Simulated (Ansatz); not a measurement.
## A series in temperature on Rh

All results are calculated (Ansatz 0.2.0). Harmonic vibrational free energy, entropy and heat capacity at constant volume, per atom, from the force constants of a q mesh, imaginary modes left out; plane waves with PAW datasets, Gamma-centred k mesh.

Structure of every row (space group Fm-3m, No. 225):
```
Rh
1.0
      0.0000     1.8787     1.8787
      1.8787     0.0000     1.8787
      1.8787     1.8787     0.0000
Rh
1
Direct
  0.00000 0.00000 0.00000
```

Settings of every row: functional LDA; dispersion none; spin none; wave cutoff 420 eV; k mesh 20x20x20; occupations fermi dirac; smearing width 0.15 eV; pressure 0 GPa; phonon method linear response; q mesh 2x2x2.

Limits: coarse q mesh; metal sensitive to the k mesh.

```csv
row,temperature (K),phonon heat capacity (kB/atom),phonon entropy (kB/atom),phonon free energy (meV/atom)
1,200,2.606,2.567,14.7
2,300,2.815,3.671,-12.4
3,400,2.894,4.493,-47.7
4,500,?,?,?
5,600,2.952,5.68,-136.1
6,700,2.965,6.136,-187
7,800,2.973,6.532,-241.6
8,900,2.978,6.883,-299.5
9,1000,2.983,7.197,-360.2
```

Question: what phonon heat capacity and phonon entropy should row 4 give?

Worked fit of phonon heat capacity. At high temperature a harmonic heat capacity falls short of its limit by a term in 1/T², so take t = (100 K / T)². The shown rows have t = 0.25, 0.11111, 0.0625, 0.02778, 0.02041, 0.01562, 0.01235, 0.01. Least squares give phonon heat capacity = 2.9999 − 1.7347 × t + 0.636 × t² kB/atom; a straight line predicts inner rows, each left out in turn, worse (root mean square 0.0037 against 0.00034 kB/atom). The rows lie off it by 0.000, 0.000, 0.000, 0.000, 0.000, 0.000, -0.001, 0.000. The constant, 2.9999 kB/atom, is to be held against the harmonic limit of 3 k_B an atom. The withheld row has t = 0.04, so the fit gives 2.9999 − 1.7347 × (0.04) + 0.636 × (0.04)² = 2.932 kB/atom.

The calculation gave 2.931 kB/atom. The fit lies 0.001 kB/atom (0.27 % of the column's range) above it, one unit of the last digit.

Worked fit of phonon entropy. Entropy rises as the heat capacity times the change of ln T, so take t = ln(T / 300 K). The shown rows have t = -0.4055, 0, 0.2877, 0.6931, 0.8473, 0.9808, 1.0986, 1.204. Least squares give phonon entropy = 3.6814 + 2.8039 × t + 0.10122 × t² kB/atom; a straight line predicts inner rows, each left out in turn, worse (root mean square 0.024 against 0.0084 kB/atom). The rows lie off it by 0.006, -0.010, -0.003, 0.007, 0.006, 0.003, -0.001, -0.007 (root mean square 0.006 kB/atom), a smooth pattern that one more power would take up: the form is only approximate. The slope at t = 0, 2.8 kB/atom, estimates the heat capacity at 300 K. The withheld row has t = 0.5108, so the fit gives 3.6814 + 2.8039 × (0.5108) + 0.10122 × (0.5108)² = 5.140 kB/atom.

The calculation gave 5.143 kB/atom. The fit lies 0.003 kB/atom (0.065 % of the column's range) below it; its largest miss of a shown row is 0.010 kB/atom.

The other values of row 4: phonon free energy -89.4 meV/atom.
